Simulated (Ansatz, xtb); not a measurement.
## Loss of HF: C2H3F3 → C2H2F2 + HF

Species: C2H3F3 (1,1,2-trifluoroethane) `FCC(F)F`, singlet; C2H2F2 `C=C(F)F`, singlet; HF (hydrogen fluoride), singlet. 

Shapes, held fixed at every level: PBE0-D4/def2-TZVP. Flexible molecules stand in one conformer, not always the lowest. Programs: Ansatz 0.2.0, xtb 6.7.1. The zero-point and thermal change to 298 K, harmonic and unscaled (PBE0-D4/def2-TZVP), is -13.8 kJ/mol.

```
                             level                    kind  ΔH(298 K) (kJ/mol)  less CCSD(T)/CBS estimate
                          GFN1-xTB          semi-empirical              +128.3                      +82.0
              r2SCAN-D4/def2-TZVPP                meta-GGA               +54.2                       +7.9
B3LYP/6-31G* (Cartesian functions)           global hybrid               +96.5                      +50.2
                wB97X-V/def2-TZVPP  range-separated hybrid               +67.2                      +20.9
                    MP2/def2-TZVPP     perturbation theory               +45.0                       -1.3
                     CCSD/def2-SVP   coupled cluster or CI               +66.7                      +20.4
                CCSD(T)/def2-TZVPP   coupled cluster or CI               +48.3                       +2.0
                   CCSD/def2-TZVPP   coupled cluster or CI               +51.3                       +5.0
              CCSD(T)/CBS estimate   coupled cluster or CI               +46.3                        0.0
```

The highest level, CCSD(T)/CBS estimate, gives ΔH(298 K) = +46.3 kJ/mol; the levels span +45.0 to +128.3. GFN1-xTB strays far from the other rows. The column of differences is taken from that level and isn't an error. No measured value is set beside it here. The CBS estimate extrapolates MP2 from def2-TZVPP and def2-QZVPP and adds CCSD(T) − MP2 in the triple-zeta set, cores frozen.

Loss of HF is endothermic at every level. The strong H–F bond and the new C=C π bond repay most, but not all, of the cost of breaking a C–F and a C–H σ bond. Forming two molecules from one raises the entropy, so heating favours elimination.

The basis set matters as much as the correlation treatment: CCSD falls from +66.7 to +51.3 kJ/mol between def2-SVP and def2-TZVPP, probably because the small set describes compact, polar HF less well than fluorine in the larger organic molecule, where neighbouring atoms lend their functions. The same shortage likely contributes to the high B3LYP/6-31G* value. It can hardly account for most of the wB97X-V excess, since CCSD(T) in the same basis lies only 2.0 kJ/mol above the reference. Perturbative triples lower the enthalpy slightly, as expected when a π bond forms. The reaction enthalpy says nothing about the barrier to four-centre elimination, which controls the rate.
